Q: The plane of each crystal was squeezed by 1 %, and its thickness was left free to adjust. My rule was that a squeeze opens the gap. Which rows break it?

Zincblende crystals under an epitaxial strain of −1 % in the xy plane, computed with Ansatz 0.2.0 (PBE, plane-wave PAW, no spin polarisation). Cells and atoms were relaxed with r2SCAN, the strained films to zero normal stress. Gaps are the least over the k mesh and additional named k points, and changes are strained minus unstrained.

```
formula  element on site A  Z A  element on site B  Z B  volume per atom (Å³)  shortest distance (Å)    k mesh  band gap change (eV)  least direct gap change (eV)  unstrained band gap (eV)  unstrained gap kind  free normal strain (%)
    AlN                 Al   13                  N    7                 10.43                  1.892  10×10×10                -0.058                         0.055                     3.325             indirect                    1.03
    ZnS                 Zn   30                  S   16                 19.55                  2.333     8×8×8                 0.006                         0.006                     2.147               direct                    1.22
   ZnSe                 Zn   30                 Se   34                 22.72                  2.453     8×8×8                 0.004                         0.004                     1.294               direct                    1.18
    GaN                 Ga   31                  N    7                 11.38                  1.948  10×10×10                 0.026                         0.026                     1.756               direct                    1.06
    GaP                 Ga   31                  P   15                 20.24                  2.360     8×8×8                -0.110                         0.056                     1.592             indirect                    0.86
   GaAs                 Ga   31                 As   33                 22.74                  2.454     8×8×8                 0.048                         0.048                     0.466               direct                    0.86
   GaSb                 Ga   31                 Sb   51                 28.82                  2.655     8×8×8                 0.031                         0.031                     0.000                 zero                    0.83
    InP                 In   49                  P   15                 25.77                  2.558     8×8×8                 0.018                         0.018                     0.586               direct                    1.05
```

A: GaP and AlN, where the band gap falls. Now read the next column. The least direct gap joins a filled and an empty state of the same wave vector, and it rises in all eight rows. The band gap may join different wave vectors, and it does so only in GaP and AlN, the two rows marked indirect.

Q: Could it be the elements rather than the kind of gap?

A: Compare GaP with GaAs. The film grows thicker by the same 0.86 % in both, and their direct gaps rise by nearly the same amount, 0.056 and 0.048 eV. Had GaP been a direct-gap crystal, its band gap would have opened much as that of GaAs does. AlN and GaN match less closely, 0.055 and 0.026 eV, but the direct gap rises in both. So each crystal's own direct gap is the smooth reference against which to measure the break:

break = change of direct gap − change of band gap

For GaP this is 0.056 − (−0.110) = 0.166 eV, and for AlN it is 0.055 − (−0.058) = 0.113 eV.

Q: What does that difference mean physically?

A: Both gaps start from practically the same filled level, so its shift drops out. What remains is how far two empty levels move apart. One lies at Γ, the centre of the Brillouin zone. The other is a valley at or near X, on the zone boundary, and it holds the conduction minimum of GaP and AlN. In GaP the direct gap lies 0.235 eV above the band gap before the strain and 0.401 eV above it afterwards, so the squeeze drives GaP further from being a direct-gap material.

Q: Why do the two levels move apart?

A: Theory gives two reasons, one for each part of the strain. The first is the loss of volume. The level at Γ is an antibonding combination of s orbitals, and shorter bonds push it up strongly. The valley near X has a different orbital make-up and, measured from the top of the filled levels, is expected to respond far less to volume.

The second is the change of shape. In the cubic crystal the valleys along x, y and z are equivalent. Once the plane is squeezed and the thickness grows, they are not, and the in-plane ones sink. The calculation agrees on this point: after the strain, the conduction minimum of both crystals is an in-plane valley.

Q: Is there a simpler crystal in which I can picture this?

A: Silicon. It has one element, the same arrangement of bonds, and conduction valleys near X. Squeezing it in the plane also lowers the in-plane valleys. The likeness covers the direction of the shift, not its size, which depends on the material.

Q: Can you estimate the size for GaP?

A: Roughly. The plane shrinks by 1 % and the thickness grows by 0.86 %, so the two directions differ by 1.86 %. A level shifts by this difference times an effective deformation potential, the energy that measures how strongly the level responds to this change of shape:

shift per eV of deformation potential = 0.0186 × 1 eV ≈ 19 meV

The in-plane valleys sink by only a third of the splitting between the valleys, so their effective potential is a third of the usual shear deformation potential. That leaves a few eV, a rough recalled size, which gives several hundredths of an eV. That is the right order, but well short of the whole break, so the volume part is expected to be the larger share.

Q: If the level at Γ is pushed up so strongly, why do ZnS and ZnSe barely react?

A: The change of shape also acts on the filled side. It splits the three p-like levels at the top of the valence band: a pair is expected to rise and the third to sink. That trims every gap, and it is part of the fall in GaP and AlN too, though it cancels in the break. ZnS loses about 70 % as much volume as GaAs, yet its gap opens by only an eighth as much. The small change is the difference of two larger ones. The lift from shape should be of similar size in both crystals, while the push from volume is expected to be much weaker in the zinc compounds: they lose less volume and respond less to it, so the two parts nearly cancel. The table alone can't separate the parts, but the position of the Fermi level in the runs, which depends on how many filled levels lie close to the top, points the same way.

Q: And GaSb, which starts from a gap of zero?

A: Don't read its 0.031 eV as an ordinary shift. These are PBE gaps without spin-orbit coupling, which matters for a gap this small. PBE makes gaps too small: the s-like level of unstrained GaSb appears to lie below the top of the p-like levels, and the gap is then zero by symmetry. The Fermi level and the smearing entropy of the two runs point to a slight inversion before the strain and to the normal order after it. The table then records only the part that comes after the order is restored, and the full shift is expected to be close to that of GaAs.

Q: What should I take to the next film, then?

A: Ask where the conduction minimum lies before you ask how stiff or how polar the crystal is. If it lies at Γ, in-plane compression should open the gap or leave it nearly alone; if it lies near X, the gap should narrow. What stays open is how the 0.166 eV of GaP divides between volume and shape. Compressing the same crystal equally along all axes, to the same volume, would give the first part, and the remainder would be the second.
